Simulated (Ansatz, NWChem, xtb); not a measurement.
## Errors in the dipole moment

6 molecules with halogens; the dipole moment in D, computed less measured. Shapes, held fixed at every level: PBE0-D4/def2-TZVP. No vibrational averaging. Dipoles are compared by magnitude; molecules under 1 D, whose direction can flip, are left out. Programs: Ansatz 0.2.0, NWChem 7.3.0, xtb 6.7.1. Measured values: NIST CCCBDB.

Levels: A = GFN2-xTB; B = HF/def2-SVP; C = PBE-D4/def2-TZVPP; D = wB97M-V/def2-TZVPP.

| molecule | measured | A | B | C | D |
| --- | --- | --- | --- | --- | --- |
| PF3 (phosphorus trifluoride) | 1.03 | +0.16 | +0.52 | -0.19 | +0.04 |
| CH2F2 (difluoromethane) | 1.97 | +0.53 | +0.30 | -0.25 | -0.11 |
| CH3Br (SMILES CBr) | 1.81 | +1.95 | +0.27 | +0.02 | +0.08 |
| CH3Cl (SMILES CCl) | 1.87 | +0.17 | +0.22 | -0.05 | +0.01 |
| CH3F (fluoromethane) | 1.85 | +0.46 | +0.29 | -0.18 | -0.07 |
| CHCl2F (dichlorofluoromethane) | 1.29 | +0.20 | +0.27 | -0.13 | -0.04 |

Sum up the errors.


| level | kind | mean error | mean absolute error | worst case |
| --- | --- | --- | --- | --- |
| GFN2-xTB | semi-empirical | +0.578 | 0.578 | CH3Br |
| HF/def2-SVP | Hartree–Fock | +0.312 | 0.312 | PF3 |
| PBE-D4/def2-TZVPP | GGA | -0.130 | 0.137 | CH2F2 |
| wB97M-V/def2-TZVPP | range-separated hybrid | -0.015 | 0.058 | CH2F2 |

On this set wB97M-V/def2-TZVPP has the smallest mean absolute error and GFN2-xTB the largest. Without CH3Br the largest would be that of HF/def2-SVP. GFN2-xTB is too high in 6 of 6; HF/def2-SVP is too high in 6 of 6; PBE-D4/def2-TZVPP is too low in 5 of 6. The levels differ in basis as well as in method. Relativity is left out for Br. The set is small.

The near-zero mean error of wB97M-V reflects cancellation between positive and negative deviations, but its individual errors are small too. GFN2-xTB's average is dominated by CH3Br, where the error of +1.95 D exceeds the measured dipole itself. Bromine is less electronegative than chlorine, and the longer C–Br bond only roughly offsets the smaller charge separation, so a dipole far above that of CH3Cl is unphysical. This suggests a fault in the model's bromine parameters rather than a uniform exaggeration of bond polarity.

PBE shows a chemical pattern: all four fluorine-containing molecules are underestimated more strongly than CH3Cl, while CH3Br is slightly overestimated. The opposite biases of Hartree–Fock and PBE probably arise because missing correlation leaves bonds too ionic, whereas the semilocal functional delocalises charge too readily. In PF3 the phosphorus lone pair opposes the polar P–F bonds, so the net dipole is sensitive to small imbalances in the density. Accurate total dipoles alone do not establish that the underlying charge distribution is equally accurate.
